# How hard does cadmium selenide push back?

Squeeze a crystal and it resists; squeeze it further and it resists more strongly. The calculations below put numbers on this for CdSe in the zincblende structure, where each atom has four neighbours of the other kind. They use density-functional theory with the PBE functional. The volume is given per atom, the shortest distance is the Cd–Se bond length, and the pressure is positive when the crystal is compressed.

Ansatz 0.2.0, DFT with the PBE functional, all-electron PAW with datasets made for the crystal, scalar-relativistic: zincblende CdSe in a two-atom cell scaled to several volumes. Cutoff 240 eV, k mesh 8×8×8, Fermi-Dirac smearing of 0.03 eV, no spin polarisation. Pressure is positive in compression.

```csv
volume (Å³/atom),shortest distance (Å),pressure (GPa)
27.206,2.605,4.918
27.220,2.605,?
27.784,2.623,3.576
28.363,2.641,2.376
28.653,2.650,1.824
28.942,2.659,1.301
29.232,2.668,0.807
29.521,2.677,0.339
30.100,2.694,-0.522
30.679,2.711,-1.293
```

The symmetry of the structure makes the series unusually clean. Neither atom has a position left to adjust, so a change of volume stretches or shortens every bond by the same fraction and leaves all angles alone. In the nine rows with a known pressure the forces vanish, the stress is the same in all directions and a band gap remains open. These rows therefore show one crystal in one electronic state, merely scaled.

## (a) Does the crystal have a single stiffness?

Compare the compressed end of the table with the expanded end. Decide whether one elastic constant can describe both, and explain the result.

### Solution

Two limits settle what must happen. For a very small change of volume around the relaxed crystal, the energy rises as a parabola, and pressure is proportional to the change. If the atoms are pulled far apart, the bonds fade and nothing is left to resist. The stiffness must therefore die away on the side of expansion, and the energy curve must be lopsided, with a steep wall towards short bonds and a gentle slope towards long ones.

The measure of stiffness is the bulk modulus, the pressure needed per fractional decrease of volume. Between two rows it is the change of pressure divided by the change of the logarithm of volume, with the sign reversed. Between 27.206 and 27.784 Å³/atom it comes to 63.8 GPa; between 30.100 and 30.679 Å³/atom it is only 40.5 GPa. The compressed crystal is thus more than half as stiff again, although the volume differs by little more than a tenth.

A simple picture explains this as a contest between attraction and repulsion. Bonding and the attraction between unlike charges pull the atoms together, and these vary gently with distance. Repulsion comes largely from crowding: where the filled shells and bonding electrons of neighbouring atoms are pressed together, the exclusion principle forces electrons into states of higher kinetic energy, and this cost climbs steeply as the bond shortens. In the relaxed crystal the two forces cancel, but their rates of change do not, and the steeper one governs the stiffness. Shortening the bond gives it still more weight.

The two bulk moduli also tell how fast the crystal stiffens. They belong to mean pressures of about 4.2 and −0.9 GPa, so dividing the difference in stiffness by the difference in pressure gives a rise of about 4.5 GPa of bulk modulus for each GPa applied. One elastic constant is therefore enough only for small strains. At a pressure of one tenth of the zero-pressure bulk modulus, the stiffness already exceeds its zero-pressure value by nearly half.

## (b) What is the pressure at 27.220 Å³/atom?

Forecast the missing pressure and give it an honest range. The volume lies just above that of the most compressed row, so the answer must come from the stiffness at that end of the series.

### Solution

A short estimate by hand needs only the results of part (a). The value of 63.8 GPa belongs to the middle of the first interval, whereas the missing row sits near its compressed end, where the pressure is about 0.7 GPa higher. The crystal is stiffer there by about 4.5 × 0.7 ≈ 3 GPa, which makes the local bulk modulus 67 GPa. The expected fall in pressure is this modulus times the fractional change of volume:

67 GPa × (27.220 − 27.206) / 27.2 ≈ 0.034 GPa

Subtracting it from the neighbour's pressure gives 4.918 − 0.034 = 4.884 GPa.

A smooth curve through all the known rows checks this estimate, which rests on only four of them. The idea is to describe compression by a strain f that is zero in the relaxed crystal, and to write the energy as a parabola in f plus one cubic correction for its lopsidedness. With V for the volume per atom and V₀ for its value at zero pressure,

f = ½ [(V₀/V)^(2/3) − 1]

E = (9/2) V₀ B₀ f² [1 + (B′ − 4) f]

Here E is the energy per atom above that of the relaxed crystal, B₀ is the bulk modulus at zero pressure, and B′ is its rise per unit of pressure. Pressure is the energy gained per unit of volume lost, P = −dE/dV, which leads to the Birch–Murnaghan equation:

P = 3 B₀ f (1 + 2f)^(5/2) [1 + (3/2)(B′ − 4) f]

A least-squares fit to the nine known pressures gives V₀ = 29.74 Å³/atom, B₀ = 44.8 GPa and B′ = 4.66. The last value agrees well with the 4.5 found from pairs of rows. The curve misses none of the nine pressures by more than about 0.001 GPa. At 27.220 Å³/atom it gives 4.883 GPa, practically the same as the hand estimate.

The total energies offer a separate check on the pressures. The area under the fitted curve between 29.521 and 27.206 Å³/atom is the work of compression, 0.071 eV for a cell of two atoms. The energies calculated for these two rows also differ by 0.071 eV. Averaged over this range, and within the rounding of the energies, the pressures therefore agree with the slope of the calculated energy, as they should.

**The forecast is about 4.88 GPa, with a range of 4.83 to 4.93 GPa, slightly below the neighbour at 27.206 Å³/atom.**

This range is a judgement, and it is much wider than the scatter of the fit. Rounded volumes and pressures account for only a few thousandths of a GPa. The greater risk lies in the row itself: no forces, bands or other details are at hand to confirm that it was calculated in the same way as its neighbours. The atomic datasets were made anew for these crystals, and a different choice there could shift the pressure. A miss well outside the range would thus point to changed settings sooner than to a sudden change in elasticity.

## (c) What does the comparison prove?

Compare the forecast with the calculated pressure. Then decide which ideas the result supports, and what it leaves open.

The withheld rows as computed:

```csv
volume (Å³/atom),shortest distance (Å),pressure (GPa)
27.220,2.605,4.882
```

### Solution

The calculated pressure is 4.882 GPa, so the forecast of 4.883 GPa misses by about 0.001 GPa. That is no more than the rounding of the volumes and pressures can cause, and it needs no physical explanation. The row lies on the same smooth curve as the others, and its full output, opened only now, lists the same cutoff, k mesh and kind of atomic datasets. The feared change of settings did not happen. The range proved far too cautious, but it was set by a doubt that only the result could remove.

The success should not be overrated. The neighbour's pressure, copied without any thought, would also have fallen within the range, because the two volumes are almost equal. What the curve adds is the small fall between them: 0.034 GPa was forecast and 4.918 − 4.882 = 0.036 GPa was found. The gap between these two numbers is rounding: the unrounded volumes differ by 0.0145 rather than 0.014 Å³/atom, and the unrounded pressures by 0.0354 rather than 0.036 GPa. The local stiffness is thus confirmed, though only over a very short step. It is a test of consistency, and a volume well outside the series would have been a harder one.

A model without stiffening shows what is at stake. If the bulk modulus were constant, pressure would be a straight line against the logarithm of volume. The best such line through the nine known rows gives 4.61 GPa at 27.220 Å³/atom, which is too low by 0.27 GPa. It fails by as much at the neighbouring row, which was part of its fit, so the fault lies in the straight line and not in the new row. A line drawn through a curve that bends upwards must run too low at both ends and too high in between.

The curve cannot, however, reveal which forces act between the atoms. Take an attractive energy that varies as the inverse of the bond length and a repulsive energy that varies as a higher inverse power. Fitted to the same nine rows, this picture follows them just as closely, with a power near seven, and it forecasts the same pressure. It illustrates well how a steep repulsion makes a crystal stiffen. Yet the power is tied to the assumed form of the attraction, and it should not be read as a measured law of repulsion in CdSe. The pressures establish the stiffening; its origin in crowded electrons is an argument from general physics.

Anyone who wants to use these pressures for a real crystal must also look at where the curve crosses zero. The relaxed volume corresponds to a cubic edge of 6.20 Å, while the measured edge is roughly 6.1 Å. PBE is known to make such bonds slightly too long, and the missing zero-point motion and thermal expansion would lengthen them further. At the measured volume the calculation therefore reports a pressure of a few GPa for a crystal that is in fact under none. Compression is better counted from the calculated relaxed volume, so that this offset does not pass for an applied load.

The compressed end of the table calls for a second caution. Real CdSe changes to the denser rocksalt structure at a few GPa, a rough figure, whereas the calculation keeps the zincblende arrangement at every volume. The smooth curve shows how this structure would respond if it survived. It gives no warning of the change, because that depends on the energy of another structure which the table does not contain. The bulk modulus near zero pressure, and its growth by four to five times the applied pressure, therefore apply only while the crystal remains zincblende. Even there the calculated modulus is expected to be somewhat too low, since PBE tends to make such crystals too soft as well as their bonds too long.
